The energy change is the free energy per atom of a TiAl crystal that has been stretched along one edge of its square base and squeezed by the same fraction along the other, less the free energy of the undisturbed crystal. It was computed by density functional theory with the PBEsol functional, on PAW datasets made for the PBE functional, with the atoms held at their fractional positions; symmetry leaves no force on them there. The strain, written $e$ below, is the fraction by which the first edge grows. The tensile stress along pattern is the tension on the first edge minus the tension on the second. The pressure is the mean over all three axes, positive in compression.

TiAl (L1_0) strained by e along x and −e along y from an unrelaxed cell (a = 2.837, c = 4.059 Å), fractional coordinates fixed. Ansatz 0.2.0, PBEsol, plane-wave PAW, scalar-relativistic, no spin polarisation; cutoff 420 eV, k mesh 16×16×12, Gaussian smearing of 0.15 eV. Energies are free energies relative to the unstrained cell; pressure is positive in compression.

```
strain  energy change (meV/atom)  tensile stress along pattern (GPa)  pressure (GPa)
  -0.1                     134.1                              -27.17           -0.43
 -0.05                      32.2                              -12.98           -3.09
     0                       0.0                                0.00           -3.93
0.0125                       2.0                                3.25           -3.88
 0.025                       8.0                                6.49           -3.72
0.0375                      18.1                                9.73           -3.46
0.0625                      50.5                               16.44           -2.60
 0.075                      73.6                               20.13           -1.99
0.0875                     101.4                               23.79           -1.26
```

**What happens**

For small strains the stress grows in proportion to the strain, and the energy grows as its square. The sign of the strain makes no difference to the energy, because a negative strain merely exchanges the two equal edges of the base. The rows at −0.05 and −0.1 therefore stand for +0.05 and +0.1 as well, with the stress reversed. All rows lie on one curve that runs from 0 to 0.1. The undisturbed cell is tetragonal, P4/mmm; every strained cell is orthorhombic, Pmmm.

It is less obvious why such a simple law should last to strains of several per cent. The two edges do not respond alike. Between strain 0 and 0.0875 the compressed axis gains 16.0 GPa of pressure, while the stretched axis loses only 7.8 GPa, according to the stress tensor of the same calculation. The usual reason is that repulsion between atoms pushed together rises faster than attraction grows between atoms pulled apart, and here the closest neighbours, atoms of the same element, lie along just these edges. The neighbours of the other element are almost as close, but their distance hardly changes, because one edge grows as the other shrinks.

This large asymmetry cancels in the stress column. That column takes the difference between the two axes, and exchanging the edges must reverse its sign. A term in $e^2$ would not change sign, so it is forbidden there; the first departure from proportionality can only come with $e^3$. Symmetry does not say how large that term is; the table shows that the departure stays small up to a strain of 0.05. The asymmetry goes into the pressure instead, which is even in $e$ and may contain $e^2$. A stretch along one edge alone lacks this protection, so a straight-line rule should fail sooner there.

**The rule**

One number carries most of the rule: the stress divided by the strain, called $S$. The row at strain 0.025 gives $S = 6.49/0.025 \approx 260$ GPa, or 2.6 GPa for each per cent of strain. For the energy it is tempting to take the area of a triangle, half the stress times the strain. That would be right for a crystal free of stress at the start, but this one is not.

The undisturbed cell was not relaxed, and its base is under a tension $T$ of about 4.2 GPa along both edges. It would like to shrink. Stretching one edge and squeezing the other by the same fraction does shrink it a little, because the volume changes by the factor $(1+e)(1-e) = 1-e^2$. The tension gives back some energy in the process, and the bill for the deformation is smaller by that amount. With $V$ for the volume per atom, the rule reads

$$\text{stress} = S\,e, \qquad \text{energy change} = V\left(\tfrac{S}{2} - T\right)e^2 .$$

The bracket is about 126 GPa. This link between stress and energy is mechanics. It holds for any crystal that responds in proportion and has the same tension along both edges; what the table tests is how far the response stays proportional.

**Two rows worked by hand**

Take the row at −0.05, which played no part in setting $S$. The stress is $260 \times (-0.05) = -13.0$ GPa, as in the table. For the energy, multiply 126 GPa by $0.05^2$ and by the volume of 16.34 Å³, which gives 5.1 GPa Å³. One GPa Å³ is $10^{-21}$ J or 6.24 meV, so the estimate is 32 meV per atom, against 32.2 in the table.

The same steps give a form fit for mental arithmetic: 1.28 meV per atom times the square of the strain in per cent. At strain 0.0875, also outside the calibration, this is $1.28 \times 8.75^2 \approx 98$ meV, where the calculation has 101.4. The stress rule gives 22.7 GPa against 23.79. Both estimates are a few per cent low, because at this strain the crystal has become stiffer than the rule assumes.

**How good it is, and where it fails**

Up to a strain of 0.05 in either direction, the rule meets the computed stress and energy to better than one per cent. Beyond that it is too low in every row, by up to about 4.5 % of the computed value. The output after this text lists each row for the rule with $S$ taken from the single row at 0.025. For an estimate on paper, even the largest of these errors is small.

The uncorrected triangle is a useful warning. It overshoots the energy by about 3 % at small strain, where the physics is simplest, yet it matches the row at 0.0875 almost exactly. There the neglected tension, which makes the estimate too high, happens to cancel the neglected stiffening, which makes it too low. A rule should be judged first where its assumptions hold, not at the row where it looks best.

The stiffening itself is not fully explained. If it came only from a smooth $e^3$ term, the excess seen at strain 0.1 would already lift the stress at 0.05 to about 13.1 GPa; the calculation gives 12.98. Instead, stress over strain stays near 260 GPa up to 0.05, climbs to 272 GPa by 0.0875 and has the same value at 0.1. The smearing is probably not the cause, because the energies extrapolated to zero smearing in the same calculation stiffen at least as much between 0.05 and 0.1. Electron states passing through the Fermi level could produce such a step, and the same calculation holds a hint of them. The energy change in the table exceeds the one extrapolated to zero smearing by an amount that grows up to a strain of 0.0625, then falls, and is negative by 0.0875. With Gaussian smearing, this means that the states near the Fermi level first become fewer and then more numerous, about where the stiffening sets in. The finite k mesh could still play a part, which a denser mesh would test.

**What the pressure adds**

The pressure follows a rule of its own: it starts at −3.93 GPa and rises by 0.034 GPa times the square of the strain in per cent. The coefficient comes from the row at −0.05. At −0.1 the rule gives −0.57 GPa, where the calculation has −0.43. The small loss of volume is expected to account for only a minor part of this rise; most of it should come from the asymmetry between the squeezed and the stretched axis.

This rise also tells which way the stiffness would move in a relaxed cell. Let the undisturbed and the strained crystal both shrink by the same small fraction. The strained one has the higher pressure, so shrinking it costs more work or yields less. The energy gap between the two widens, which means that the smaller cell is stiffer against this deformation. With a bulk modulus of roughly 110 GPa, a recalled value, relaxing the cell would raise the stiffness by an amount of the order of ten per cent; no relaxed cell was computed here to check this.

**What to do about it**

Use 2.6 GPa per per cent for the stress and 1.28 meV per atom per square per cent for the energy, up to a strain of 0.05. Between 0.05 and 0.1, expect the true result of this calculation to lie up to 5 % higher. The stress is still rising at the largest strain, so the table sets no upper limit to the strength of the perfect crystal. A real alloy yields long before such strains, because dislocations and twins move.

Before comparing with a handbook, check the axes. The edges used here run at 45° to those of the customary face-centred cell of TiAl, so that this deformation is a shear in the customary axes. The matching constant there is $C_{66}$, and the energy gives half the bracket, about 63 GPa. In a cell under tension the value depends a little on the definition: the slope of the stress gives $S/4$, about 65 GPa. Both values belong to a single crystal in this stretched cell, and the likely gain in stiffness on relaxation is larger than the error of the rule at any strain in the table. For another crystal with a square base, the first step is therefore to relax the cell; one small-strain stress then gives both rules, with $T$ equal to zero.

Printed output of the fit:

```
Rules against the calculation:
     row  stress rule GPa     miss %  energy rule meV/atom   miss %  triangle rule meV/atom    miss %  pressure rule GPa  miss GPa
    -0.1           -25.96     -4.453                 128.1   -4.463                   132.4    -1.284              -0.57     -0.14
   -0.05           -12.98  -1.11e-14                 32.03  -0.5317                   33.09     2.778              -3.09         0
     0.0                0          0                     0        0                       0         0              -3.93         0
  0.0125            3.245    -0.1538                 2.002  0.08995                   2.068      3.42             -3.877    0.0025
   0.025             6.49  -1.11e-14                 8.007  0.08995                   8.274      3.42              -3.72         0
  0.0375            9.735    0.05139                 18.02   -0.463                   18.62     2.849             -3.458    0.0025
  0.0625            16.22     -1.308                 50.04   -0.901                   51.71     2.396             -2.617   -0.0175
   0.075            19.47     -3.279                 72.06   -2.086                   74.46     1.172              -2.04     -0.05
  0.0875            22.71     -4.519                 98.09   -3.266                   101.4  -0.04731             -1.357   -0.0975
Stress over strain at 0.025 (GPa): 259.6
Energy stiffness S/2 less tension, C11-C12 in these axes (GPa): 125.6
Half of it, C66 in face-centred axes (GPa): 62.81
Energy per square of strain in percent (meV/atom): 1.281
Pressure coefficient of strain squared (GPa): 336
Stress over strain at -0.1 (GPa): 271.7
Stress size at 0.05 if the excess grew smoothly as strain cubed (GPa): 13.13
Pressure change on the compressed axis from 0 to 0.0875 (GPa): 16
Pressure change on the stretched axis from 0 to 0.0875 (GPa): -7.79
Pressure rise at -0.1 in all (GPa): 3.5
Rough part of it from volume loss alone (GPa): 1.1
Rough gain in stiffness if the cell were relaxed (percent, order only): 13.24
```
